# Curvature of the total energy and the optimal tuning of a long-range corrected functional

A long-range corrected density functional contains a parameter $\mu$, an inverse length that sets where semilocal exchange hands over to Fock exchange. Optimal tuning fixes $\mu$ by an internal condition: the eigenvalue of the highest occupied orbital must equal the total-energy difference between the neutral system and its cation. This condition cancels one weighted average of the curvature of the energy with respect to electron number. The sections below derive that statement, show what the condition leaves uncancelled, and apply it to a model of N$_2$.

## 1. Conventions and premises

Nuclei are fixed, so ionisation energies are vertical. The temperature is zero and spin is collinear and unrestricted. Spin orbitals $\phi_i(x)$, with $x=(\mathbf r,\sigma)$, are real and orthonormal. Formulas are in SI form with $k=e^2/4\pi\varepsilon_0=1.440$ eV nm. Energies are quoted in electronvolts, $1\ \text{eV}=0.1602$ aJ. The symbol $\mu$ always means the range-separation parameter.

The Coulomb repulsion is split exactly:

$$\frac{k}{r}=\frac{k\,\mathrm{erf}(\mu r)}{r}+\frac{k\,\mathrm{erfc}(\mu r)}{r}.$$

**Premise 1, the functional.** In the generalised Kohn-Sham scheme the energy depends on the one-particle density matrix

$$\gamma(x,x')=\sum_i f_i\,\phi_i(x)\phi_i(x'),\qquad 0\le f_i\le 1,$$

with spin densities $n_\sigma(\mathbf r)=\gamma(x,x)$ and total density $n=n_\uparrow+n_\downarrow$:

$$E[\gamma]=\mathrm{Tr}(\hat h\gamma)+\frac{k}{2}\iint\frac{n(\mathbf r)n(\mathbf r')}{r}\,d^3r\,d^3r'-\frac{k}{2}\iint\gamma(x,x')^2\,\frac{\mathrm{erf}(\mu r)}{r}\,dx\,dx'+E_{sl}[n_\uparrow,n_\downarrow;\mu].$$

Here $r=|\mathbf r-\mathbf r'|$, $\hat h$ is the kinetic energy plus the nuclear attraction, the third term is long-range Fock exchange, and $E_{sl}$ is semilocal short-range exchange plus semilocal correlation. Inserting fractional $f_i$ into $\gamma$ is the convention that defines the approximate energy between integer electron numbers.

**Premise 2, the path.** One spin orbital $\phi_H$ has occupation $f\in[0,1]$ and all others have 0 or 1. The ends are the cation, $E(0)=E(N-1)$, and the neutral system, $E(1)=E(N)$. At each $f$ the orbitals are self-consistent, and $\mu$ is the same along the whole path.

**Premise 3, smoothness.** The self-consistent solution changes smoothly with $f$: it does not jump to another state, and $dE/df$ is continuous on $[0,1]$ with an integrable derivative.

**Premise 4, convexity.** The exact ground-state energies $E_0(M)$ at integer $M$ form a convex sequence. This is an assumption, used only in Section 2.

The ionisation energy below is the functional's own energy difference, often called $\Delta$SCF:

$$I=E(N-1)-E(N).$$

## 2. The target: a straight line

A system with average electron number $N-1+f$ is an ensemble with weights $p_M\ge0$, $\sum_M p_M=1$, $\sum_M p_M M=N-1+f$, and its lowest energy is the minimum of $\sum_M p_M E_0(M)$. Let $L(M)$ be the straight line through the points at $N-1$ and $N$. A convex sequence lies on or above the extension of the chord between two neighbouring points, so $E_0(M)\ge L(M)$ for every integer $M$. Since $L$ is linear,

$$\sum_M p_ME_0(M)\ \ge\ \sum_M p_ML(M)=L(N-1+f).$$

The weights $p_{N-1}=1-f$, $p_N=f$ reach this bound. The exact energy is therefore $(1-f)E_0(N-1)+fE_0(N)$, a straight segment between integers. This is the piecewise linearity of Perdew, Parr, Levy and Balduz (1982). An approximate functional under Premise 1 need not obey it. Its deviation from its own chord is

$$D(f)=E(f)-(1-f)E(0)-fE(1),\qquad D(0)=D(1)=0.$$

## 3. Janak's relation for a nonlocal functional

Define the generalised Kohn-Sham operator $\hat F$ by the first-order change $\delta E=\mathrm{Tr}(\hat F\,\delta\gamma)$. It is symmetric and contains the nonlocal exchange operator.

**Step 1, self-consistency.** A small change of the orbitals that preserves orthonormality is a rotation $\delta\phi_i=\hat A\phi_i$ with $\hat A$ antisymmetric. At fixed occupations it gives $\delta\gamma=\hat A\gamma+\gamma\hat A^{T}=[\hat A,\gamma]$. The cyclic property of the trace gives

$$\delta E=\mathrm{Tr}(\hat F\hat A\gamma-\hat F\gamma\hat A)=\mathrm{Tr}\big(\hat A\,[\gamma,\hat F]\big).$$

The commutator of two symmetric operators is antisymmetric, so $\hat A\propto[\gamma,\hat F]$ is an allowed choice. The trace is then proportional to the sum of the squared matrix elements of the commutator. Stationarity for every $\hat A$ thus requires $[\gamma,\hat F]=0$.

**Step 2, the eigenvalue.** For $0<f<1$, $\phi_H$ is the only eigenvector of $\gamma$ with eigenvalue $f$. An operator that commutes with $\gamma$ maps this eigenvector onto a multiple of itself, so $\hat F\phi_H=\varepsilon_H(f)\phi_H$. The values at $f=0$ and $f=1$ are the limits, which exist by Premise 3.

**Step 3, the derivative.** Along the path both the occupation and the orbitals change. With $d\phi_i/df=\hat A_f\phi_i$,

$$\frac{d\gamma}{df}=|\phi_H\rangle\langle\phi_H|+[\hat A_f,\gamma],$$

$$\frac{dE}{df}=\langle\phi_H|\hat F|\phi_H\rangle+\mathrm{Tr}\big(\hat A_f[\gamma,\hat F]\big)=\varepsilon_H(f).$$

The orbital-relaxation term vanishes by Step 1. This is Janak's relation (1978). Locality of the potential was never used, so it holds with Fock exchange. Nor was $\phi_H$ required to be the highest orbital; stationarity is enough. The value $\varepsilon_H(1)\equiv\varepsilon_H(N)$ is the ordinary eigenvalue of the neutral system and equals the slope of $E$ on the electron-removal side. The value $\varepsilon_H(0)$ is the eigenvalue of the emptied spin orbital in the cation.

## 4. The curvature identity

Define the curvature

$$C(f)=\frac{d^2E}{df^2}=\frac{d\varepsilon_H}{df}.$$

Integrating Janak's relation over the path gives $E(N)-E(N-1)=\int_0^1\varepsilon_H\,df=-I$. Integration by parts of $fC$ gives

$$\int_0^1 f\,C\,df=\big[f\varepsilon_H\big]_0^1-\int_0^1\varepsilon_H\,df=\varepsilon_H(N)+I.$$

The central result is

$$\boxed{\ \Delta\equiv\varepsilon_H(N)+I=\int_0^1 f\,\frac{d^2E}{df^2}\,df\ }$$

The same step with weight $1-f$ gives $\int_0^1(1-f)C\,df=-\varepsilon_H(0)+\int_0^1\varepsilon_H\,df$, that is

$$\varepsilon_H(0)+I=-\int_0^1(1-f)\,C\,df.$$

For constant $C$, $\int_0^1 f\,df=1/2$ and

$$\varepsilon_H(N)=-I+\frac C2,\qquad\varepsilon_H(0)=-I-\frac C2.$$

A convex energy, $C>0$, places the occupied level above $-I$, so the orbital appears too weakly bound compared with the functional's own energy difference. A concave energy does the opposite. Both identities are exact for the approximate functional under Premises 1 to 3. In practice $\Delta$ needs only two integer calculations, and $\bar C=2\Delta$ is the curvature averaged with the normalised weight $2f$.

## 5. What the condition $\Delta=0$ does to the whole curve

The deviation obeys $D''=C$ with $D(0)=D(1)=0$. The solution is

$$D(f)=-(1-f)\int_0^f g\,C(g)\,dg-f\int_f^1(1-g)\,C(g)\,dg.$$

It vanishes at both ends. Its first derivative is $\int_0^f gC\,dg-\int_f^1(1-g)C\,dg$, because the terms from the limits cancel, and the second derivative is $fC+(1-f)C=C$. At the ends $D'(1)=\Delta$ and $D'(0)=\varepsilon_H(0)+I$. The **optimal-tuning condition**

$$\varepsilon_H(N;\mu^*)=E(N;\mu^*)-E(N-1;\mu^*)\quad\Longleftrightarrow\quad\Delta(\mu^*)=0$$

therefore makes the energy curve tangent to its chord at $f=1$. Three cases show how far tangency implies linearity.

**Constant curvature.** The integrals give $D=-\tfrac12Cf(1-f)$, with extreme value $D(1/2)=-C/8=-\Delta/4$. Here $\Delta=0$ restores the straight line exactly.

**Curvature of one sign.** For $g\ge f$ one has $f(1-g)\le g(1-f)$. Both integrands in $D$ are then bounded by $(1-f)\,g\,|C(g)|$, and

$$|D(f)|\le(1-f)\int_0^1 g\,|C|\,dg=(1-f)\,|\Delta|.$$

A small $\Delta$ guarantees a small deviation everywhere, and $\Delta=0$ forces $C=0$.

**Curvature that varies.** Write $C(f)=\bar C+c(f)$, where $\int_0^1 f\,c\,df=0$ by the definition of $\bar C$. Tuning removes $\bar C$ and does not constrain $c$, which must change sign unless it vanishes. For a linear variation with slope $b$, the condition $\int_0^1 f\,c\,df=0$ fixes $c=b(f-2/3)$. Integrating twice with $D(0)=D(1)=0$ gives

$$D(f)=b\left(\frac{f^3}{6}-\frac{f^2}{3}+\frac f6\right)=\frac b6\,f(1-f)^2.$$

The derivative $\tfrac b6(1-f)(1-3f)$ vanishes at $f=1/3$, where $D=2b/81$, and at the cation end $\varepsilon_H(0)+I=b/6$. Linearity is thus restored only approximately, up to a remainder set by the variation of $C$ along the path. The remainder is easy to test: after tuning, compare the emptied level of the cation with $-I$.

## 6. Why $\mu$ controls the curvature

Describe the orbitals by real rotation angles $\boldsymbol\theta$, so that the energy is $E(f,\boldsymbol\theta)$ and self-consistency reads $\partial E/\partial\boldsymbol\theta=0$. Let $\mathbf M=\partial^2E/\partial\boldsymbol\theta^2$ and $\mathbf g=\partial^2E/\partial f\,\partial\boldsymbol\theta$. Differentiating the stationarity condition along the path gives $\mathbf g+\mathbf M\,\boldsymbol\theta'=0$. Differentiating $dE/df=\partial E/\partial f$ once more gives

$$C=\frac{\partial^2E}{\partial f^2}+\mathbf g\cdot\boldsymbol\theta'=\frac{\partial^2E}{\partial f^2}-R,\qquad R=\mathbf g^{T}\mathbf M^{-1}\mathbf g.$$

If the solution is a minimum with respect to the rotations that the symmetry of the state allows, $\mathbf M$ is positive definite on them and $R\ge0$. Relaxation of the orbitals, which screens the hole, then lowers the curvature.

The frozen-orbital term follows from $\gamma=\gamma_0+f\phi_H\phi_H$. Let $n_H(\mathbf r)$ be the density of $\phi_H$, normalised to one. The one-body term is linear in $f$ and drops out. The Hartree term contains $+\tfrac12f^2J$ and the exchange term $-\tfrac12f^2K(\mu)$, with

$$J=k\iint\frac{n_Hn_H'}{r}\,d^3r\,d^3r',\qquad K(\mu)=k\iint n_Hn_H'\,\frac{\mathrm{erf}(\mu r)}{r}\,d^3r\,d^3r'.$$

The semilocal term contributes $X=\partial^2E_{sl}/\partial f^2$, its same-spin kernel taken between two factors $n_H$. With $J_{SR}=J-K$, the self-repulsion through $\mathrm{erfc}(\mu r)/r$,

$$C=J_{SR}(\mu)+X(\mu)-R(\mu).$$

$J_{SR}$ is positive. At fixed $n_H$ it falls monotonically with $\mu$, because $\partial_\mu[\mathrm{erfc}(\mu r)/r]=-(2/\sqrt\pi)\,e^{-\mu^2r^2}<0$. At $\mu=0$ it equals $J$ and the functional is purely semilocal. At large $\mu$ the interaction acts as a contact term of weight $\int\mathrm{erfc}(\mu r)\,r^{-1}d^3r=\pi/\mu^2$, so $J_{SR}\to(k\pi/\mu^2)\int n_H^2\,d^3r\to0$. Short-range exchange vanishes in the same limit, and $C$ tends to $-R$ plus the correlation part of $X$. If $\Delta(0)>0$, $\Delta(\infty)<0$ and $\Delta$ is continuous in $\mu$, a root $\mu^*$ exists. At the root the remaining short-range self-repulsion, with $X$ added, balances the relaxation in the average with weight $2f$.

## 7. Range of validity

- **Internal consistency only.** Tuning equates $-\varepsilon_H$ with the functional's own $I$. The derivation says nothing about how close that $I$ is to the exact ionisation energy.
- **One smooth state.** A change of orbital order, symmetry breaking or hole localisation along the path violates Premise 3. With a degenerate highest level, the way the hole is shared among the partners must be specified.
- **One segment.** The segment from $N$ to $N+1$ has its own $\Delta$, and one $\mu$ cannot in general cancel both. If the anion is unbound, as is the case for N$_2$, only the removal condition is meaningful.
- **One determinant.** For strongly stretched bonds a single $\gamma$ with nearly integer occupations is a poor description. In a multideterminant range-separated scheme the integration by parts of Section 4 survives with the total slope $dE/dN$ in place of $\varepsilon_H$, but that slope is no longer the eigenvalue of Step 2.
- **One $\mu$ per comparison.** Since $\mu^*$ depends on the system, total energies of separately tuned fragments belong to different functionals and should not be subtracted.
- **Localised holes.** For an orbital spread over a length $\ell$, $J$ scales as $k/\ell$. For a band state of a growing crystal the curvature fades for any $\mu$, and $\Delta=0$ no longer selects a value. The condition keeps its content for a localised state such as a deep defect level, but there the crystal screens the hole. This calls for a long-range Fock fraction near the inverse electronic dielectric constant and for finite-size corrections to charged supercells.

## 8. Numerical illustration: a model of N$_2$

N$_2$ has 14 electrons, seven of each spin. The cation ground state, $^2\Sigma_g^+$, has its hole in the $3\sigma_g$ orbital, which is taken as $\phi_H$. With full Fock exchange the $1\pi_u$ level typically lies above $3\sigma_g$. Section 3 still applies, since it needs only stationarity, and the hole can be held in $3\sigma_g$ by symmetry. In an actual tuning run the order of the two levels should be inspected at $\mu^*$.

What follows is a closed-form model with illustrative inputs and involves no self-consistent calculation.

**End points.** Typical approximate values for a semilocal functional are $\varepsilon_H\approx-10.3$ eV and $I\approx15.4$ eV, which give $\Delta_0=5.1$ eV (0.82 aJ) and $\bar C=10.2$ eV at $\mu=0$. Typical approximate Hartree-Fock values for the $3\sigma_g$ hole are $\varepsilon_H\approx-17.3$ eV and $I\approx15.8$ eV, which give $\Delta_\infty=-1.5$ eV and $\bar C=-3.0$ eV. They stand in for $\mu\to\infty$, with the correlation part of $X$ neglected.

**Orbital shape.** Take $n_H$ as two equal Gaussian lobes, each holding half the charge, with standard deviation $s=0.040$ nm per axis and centres $d=0.16$ nm apart. These assumed values mimic lobes that point outwards from nuclei about 0.11 nm apart.

The integrals are elementary. The function $\mathrm{erf}(\mu r)/r$ solves $\nabla^2u=-4\pi(\mu^2/\pi)^{3/2}e^{-\mu^2r^2}$, so it is the Coulomb potential of a unit Gaussian of variance $1/(2\mu^2)$ per axis. Averaging it over two lobes convolves three Gaussians, whose variances add to $2s^2+1/(2\mu^2)\equiv1/(2\eta^2)$. Hence

$$\eta=\frac{\mu}{\sqrt{1+4s^2\mu^2}},$$

and two lobes at distance $d$ interact through $k\,\mathrm{erf}(\eta d)/d$, which tends to $2k\eta/\sqrt\pi$ at zero distance. The four lobe pairs have weight $1/4$ each, two on-site and two inter-site:

$$K(\mu)=\frac k2\left[\frac{2\eta}{\sqrt\pi}+\frac{\mathrm{erf}(\eta d)}{d}\right].$$

The limit $\mu\to\infty$, where $\eta=1/(2s)=12.5$ nm$^{-1}$, gives $J$. The on-site term is 20.3 eV, the inter-site term 9.0 eV, and their mean is $J=14.6$ eV (2.34 aJ).

**Interpolation.** Assume that $R$ does not depend on $\mu$ and that $X=-xJ_{SR}$ with constant $x$. Then $\bar C=(1-x)J_{SR}-R$. The end points fix $R=3.0$ eV and $(1-x)J=13.2$ eV, so $x=0.10$ and $X(0)=-1.4$ eV. Equivalently,

$$\Delta(\mu)=\Delta_\infty+(\Delta_0-\Delta_\infty)\,\frac{J_{SR}(\mu)}{J}.$$

The last column of the table uses the constant-curvature value $-\Delta/4$.

| $\mu$ (nm$^{-1}$) | $\eta$ (nm$^{-1}$) | $K$ (eV) | $J_{SR}$ (eV) | $\Delta$ (eV) | $D(1/2)$ (eV) |
|---|---|---|---|---|---|
| 0 | 0 | 0 | 14.6 | 5.1 | −1.3 |
| 4 | 3.81 | 5.8 | 8.8 | 2.5 | −0.6 |
| 8 | 6.74 | 9.4 | 5.2 | 0.9 | −0.2 |
| 16 | 9.85 | 12.4 | 2.2 | −0.5 | 0.1 |
| $\infty$ | 12.5 | 14.6 | 0 | −1.5 | 0.4 |

**Tuning.** Setting $\Delta=0$ requires $J_{SR}/J=-\Delta_\infty/(\Delta_0-\Delta_\infty)=0.227$, or $J_{SR}=3.3$ eV. The root is unique because $J_{SR}$ is monotonic. Solving the expression for $K$ gives $\eta^*=8.66$ nm$^{-1}$, and inverting the relation for $\eta$,

$$\mu^*=\frac{\eta^*}{\sqrt{1-4s^2\eta^{*2}}}\approx12\ \text{nm}^{-1}.$$

This is about 0.6 inverse bohr in the units that most codes use, and a crossover length $1/\mu^*\approx0.083$ nm.

**Size of the neglected terms.** The root balances two energies of about 3 eV, so omissions of order 1 eV in $\bar C$ matter. The slope at the root is $d\Delta/d\mu=-0.16$ eV nm. A variation of $R$ or $X$ with $\mu$ that departs from the assumed form by 1 eV in $\bar C$, or 0.5 eV in $\Delta$, moves $\mu^*$ by about 3 nm$^{-1}$. Taking $\Delta_\infty=-1.0$ or $-2.0$ eV, an allowance for the neglected correlation kernel and for the roughness of the input, gives $\mu^*=15$ or 10 nm$^{-1}$. Lobe widths of 0.035 and 0.045 nm give 14 and 11 nm$^{-1}$.

**What tuning leaves.** For an assumed slope $b=2$ eV of the curvature along the path, Section 5 gives a largest deviation $2b/81=0.05$ eV at $f=1/3$ and a mismatch $b/6=0.3$ eV of the emptied level in the cation. In the model, then, tuning reduces the deviation from the chord from 1.3 eV at $\mu=0$ to a few hundredths of an electronvolt. The value $\mu^*\approx12$ nm$^{-1}$, with a spread from 10 to 15 nm$^{-1}$ over the inputs tried, is the model's number and not a property of N$_2$, and for a specific functional it has to be found from self-consistent calculations of the molecule and its cation.